## The quantity

The atomization energy of Si₂ is the energy needed to pull the molecule apart into two free silicon atoms. It is computed as twice the energy of one atom less the energy of the molecule, both at the same level and in the same basis. The table compares it with the measured value of 312.5 kJ/mol. A negative entry means that the computed bond is too weak.

In the names of the levels, S, D, T and Q stand for one, two, three and four electrons excited at once. Brackets mark a part that is only estimated by perturbation theory. CC is coupled cluster and CI is configuration interaction. R and U tell whether electrons of opposite spin share their orbitals or have separate ones. FCI allows every excitation of the valence electrons that the basis can describe.

Ansatz 0.2.0 calculations at the listed levels with the cc-pV(D+d)Z basis, for neutral triplet Si₂ at its MP2(full)/6-31G* geometry (Si–Si 2.26 Å). The wavefunction levels correlate only the electrons outside the noble-gas cores, and those marked R use restricted open-shell orbitals. Relativity is not included.

```tsv
level	computed less measured atomization energy (kJ/mol)	rough wall time (s)
RHF	-138.40	n/a
UHF	-149.40	1
RMP2	-47.90	n/a
UMP2	-51.20	n/a
CISD	-93.90	2
RCCSD	-66.30	n/a
UCCSD	-66.70	n/a
RCCSD(T)	-52.40	4
UCCSD(T)	-52.60	6
BCCD(T)	-52.40	5
RCCSDT	-50.40	n/a
UCCSDT	-50.30	n/a
CISDTQ	-51.30	4
RCCSDT(Q)	-49.00	10
UCCSDT(Q)	-49.00	20
RCCSDTQ	-48.80	10
UCCSDTQ	-48.80	10
CASSCF valence	-66.00	n/a
NEVPT2 valence	-45.70	3
MRCISD valence	-65.80	n/a
MRCISD+Q valence	-55.60	4
FCI	-48.70	60
PBE	23.20	1
BLYP	2.90	2
r2SCAN	6.30	4
PBE0	4.10	1
B3LYP	-5.10	2
r2SCAN0	-10.20	3
wB97M-V	10.80	8
B2PLYP	-19.50	4
RPA-PBE	-54.40	4
```

## Two errors in one number

Electrons avoid each other, and a calculation can describe this badly in two ways. The level decides how many electrons may move out of each other's way at once. The basis decides how finely that motion can be drawn. Going to FCI removes the first error and leaves the second untouched.

FCI still falls 48.7 kJ/mol short of the measured value, about 16 % of it. Theory points to the small basis as the main cause: the wavefunction has a sharp crease where two electrons meet, and a few smooth functions reproduce it poorly. The molecule suffers more than the atoms, because more electron pairs are close together in it. A small basis also leaves the orbitals too little freedom to change shape as the bond forms. Core correlation, relativity and the geometry usually matter far less in such a molecule.

The wavefunction levels should therefore be judged by their distance from FCI. RMP2 and NEVPT2 come closer to the measured value than FCI does, but that doesn't make them better.

## How fast the excitations converge

Against FCI, Hartree–Fock (the row RHF) loses 89.7 kJ/mol of binding. RCCSD reduces the loss to 17.6 and RCCSD(T) to 3.7. Full triples leave 1.7 kJ/mol, and (Q) brings this down to 0.3. What RCCSD(T) still lacks is about one thirteenth of the FCI shortfall.

Triples probably matter here because empty places lie close to the filled ones. Two electrons with parallel spins sit in two π orbitals of equal energy, each with room for one more, and empty antibonding orbitals lie not far above. Several electrons can then rearrange together at little cost. A molecule with such low-lying empty places should in general need triples more than a saturated one.

## Only the difference binds

A better level lowers the atoms as well as the molecule. Only the excess in the molecule strengthens the bond:

$$\Delta D = \Delta E_{\text{mol}} - \Delta E_{\text{atoms}}$$

Here $\Delta D$ is the gain in atomization energy, and the other two terms are the amounts by which the molecule and the two atoms together are lowered. The (T) step lowers the molecule by 20.2 kJ/mol but adds only 13.9 to the binding. The two atoms must therefore take 20.2 − 13.9 = 6.3 kJ/mol. This is exact bookkeeping, so it explains the step but doesn't test the method.

The same relation explains why UHF binds less than RHF although it gives the molecule a lower energy. Separate orbitals for the two spins help where there are unpaired electrons. The molecule has two of them and gains 8.8 kJ/mol. Each free atom also has two, and the pair of atoms gains 19.8, so the bond loses 11.0. At the CCSD(T) level the choice between R and U changes the binding by only 0.2 kJ/mol.

## Why truncated CI underbinds

Imagine the two atoms far apart, each with two electrons excited at the same moment. For the pair this is a fourfold excitation, which CISD forbids. Coupled cluster includes it as a product of two double excitations. Truncated CI thus treats a molecule less well than its separate parts. CISD ends 45.2 kJ/mol below FCI, against 17.6 for RCCSD. Both lack the triples, so the gap between the two should come mainly from the missing products.

The levels with quadruples show the effect cleanly. An atom has only four correlated electrons here, so CISDTQ and RCCSDTQ are both exact for it within the basis. Whatever they lack belongs to the molecule alone: 2.6 kJ/mol for CISDTQ and 0.1 for RCCSDTQ. The products of lower excitations make the difference, and they matter more as a molecule grows.

MRCISD has the same weakness, although it starts from several configurations. It lies 17.1 kJ/mol below FCI, and the approximate correction +Q reduces this to 6.9. For this bond near its equilibrium length, RCCSD(T) does better than either.

## A good result for the wrong reason

RMP2 lies only 0.8 kJ/mol from FCI, closer than RCCSD(T). Yet RCCSD, which treats double excitations far more thoroughly, is 17.6 kJ/mol off. The energies of the run show that second-order theory recovers less correlation in the molecule than CCSD does. Since it still gives the stronger bond, it must fall short of CCSD by even more in the two free atoms. Its errors in the molecule and in the atoms thus nearly cancel in Si₂, and no rule ensures that they do so in the next molecule.

## Density functionals

Most functionals in the table come much closer to the measured value than FCI: BLYP misses by +2.9 kJ/mol and PBE0 by +4.1. They use the empty orbitals little or not at all, and so usually depend less on the basis. Their small misses don't make them more accurate than coupled cluster, since the comparison handicaps the wavefunction levels. B2PLYP and RPA-PBE do sum over empty orbitals and share part of that handicap.

Within the functionals one pattern is clear. PBE0, r2SCAN0 and B3LYP, the simple hybrids whose parents are in the table, each bind less than the parent, by 19.1 kJ/mol from PBE to PBE0 and by 16.5 from r2SCAN to r2SCAN0. Hybrids replace part of the functional's exchange by Hartree–Fock exchange. The functional's own exchange tends to imitate some of the correlation that keeps the electrons of a bond on different atoms. Hartree–Fock exchange has none of this, so mixing it in is expected to weaken the bond. The step from BLYP to B3LYP is smaller, at 8.0 kJ/mol, but B3LYP also changes other ingredients.

The best functionals can't be ranked. BLYP and PBE0 differ by only 1.2 kJ/mol, and even for functionals a double-zeta basis probably leaves a larger error than that. Spin–orbit coupling lowers the free atoms by roughly 3.6 kJ/mol together; the measured value contains this and the computed ones do not. Including it moves BLYP to −0.7 and PBE0 to +0.5, which reverses their order. Another triplet state also lies close by, and whether each functional settled in the same one as the wavefunction levels is untested.

## What accuracy is worth

For a process engineer the error matters through the equilibrium between Si₂ and free atoms in a hot vapour. Underbinding by $\delta$ makes the computed dissociation constant too large by a factor $\exp(\delta/RT)$, where $R$ is the gas constant and $T$ the temperature. At 2000 K, where silicon is molten, $RT$ is roughly 17 kJ/mol. The FCI shortfall then gives $\exp(48.7/17)$, a factor of nearly twenty. The 3.7 kJ/mol that RCCSD(T) lacks against FCI gives $\exp(3.7/17)$, or about 1.2.

A rough estimate of composition can tolerate the second factor but hardly the first. The usual target of about 4 kJ/mol for thermochemistry is also just met by RCCSD(T), as far as the level is concerned. What is still missing at FCI, probably for the most part through the basis, is more than ten times that target. The differences used here are printed after the text. Those between levels come straight from the rows, the splits into molecule and atoms also use computed energies of the molecule, and the spin–orbit term is a rough recalled value. Nothing is fitted.

## Where to spend the effort

In this tiny molecule even FCI took only about a minute, against a few seconds for RCCSD(T), so the times are a poor guide to larger ones. Scaling is a better guide. The cost of CCSD(T) grows as the seventh power of the size of the molecule and that of CCSDTQ as the tenth. Doubling the molecule thus multiplies them by $2^7$, about 130, and by $2^{10}$, about 1000. Enlarging only the basis is milder: twice as many functions make CCSD(T) roughly $2^4 = 16$ times as costly.

Where one configuration dominates, as in Si₂ near its equilibrium length, the practical rule is to stop at CCSD(T) and put the effort into the basis. For a strongly stretched bond CCSD(T) can fail badly. If a few kJ/mol still matter, the step from CCSD(T) to FCI, or to CCSDT(Q) where FCI is out of reach, can be computed in the small basis and added, on the assumption that the two effects are independent. For Si₂ the step to FCI is +3.7 kJ/mol, and the spin–orbit term of the atoms takes away about as much. Close agreement of plain CCSD(T) with the measured value in a large basis would therefore not show that either correction is negligible.

Numerical output:

```
FCI atomization energy in this basis, kJ/mol: 263.8
FCI shortfall as percent of the measured value: 15.58
RHF less FCI, kJ/mol: -89.7
RMP2 less FCI, kJ/mol: 0.8
CISD less FCI, kJ/mol: -45.2
CISDTQ less FCI, kJ/mol: -2.6
RCCSD less FCI, kJ/mol: -17.6
RCCSD(T) less FCI, kJ/mol: -3.7
RCCSDT less FCI, kJ/mol: -1.7
RCCSDT(Q) less FCI, kJ/mol: -0.3
RCCSDTQ less FCI, kJ/mol: -0.1
CASSCF less FCI, kJ/mol: -17.3
NEVPT2 less FCI, kJ/mol: 3
MRCISD less FCI, kJ/mol: -17.1
MRCISD+Q less FCI, kJ/mol: -6.9
FCI shortfall over what RCCSD(T) lacks, ratio: 13.16
binding gained by (T) over RCCSD, kJ/mol: 13.9
lowering of the molecule by (T), kJ/mol: 20.2
lowering of the two atoms together by (T), kJ/mol: 6.296
lowering of the molecule from ROHF to UHF, kJ/mol: 8.819
binding lost from ROHF to UHF, kJ/mol: 11
lowering of the two atoms together from ROHF to UHF, kJ/mol: 19.82
PBE0 less PBE, kJ/mol: -19.1
B3LYP less BLYP, kJ/mol: -8
r2SCAN0 less r2SCAN, kJ/mol: -16.5
BLYP miss with rough spin-orbit term, kJ/mol: -0.7
PBE0 miss with rough spin-orbit term, kJ/mol: 0.5
r2SCAN miss with rough spin-orbit term, kJ/mol: 2.7
B3LYP miss with rough spin-orbit term, kJ/mol: -8.7
FCI miss with rough spin-orbit term, kJ/mol: -52.3
```
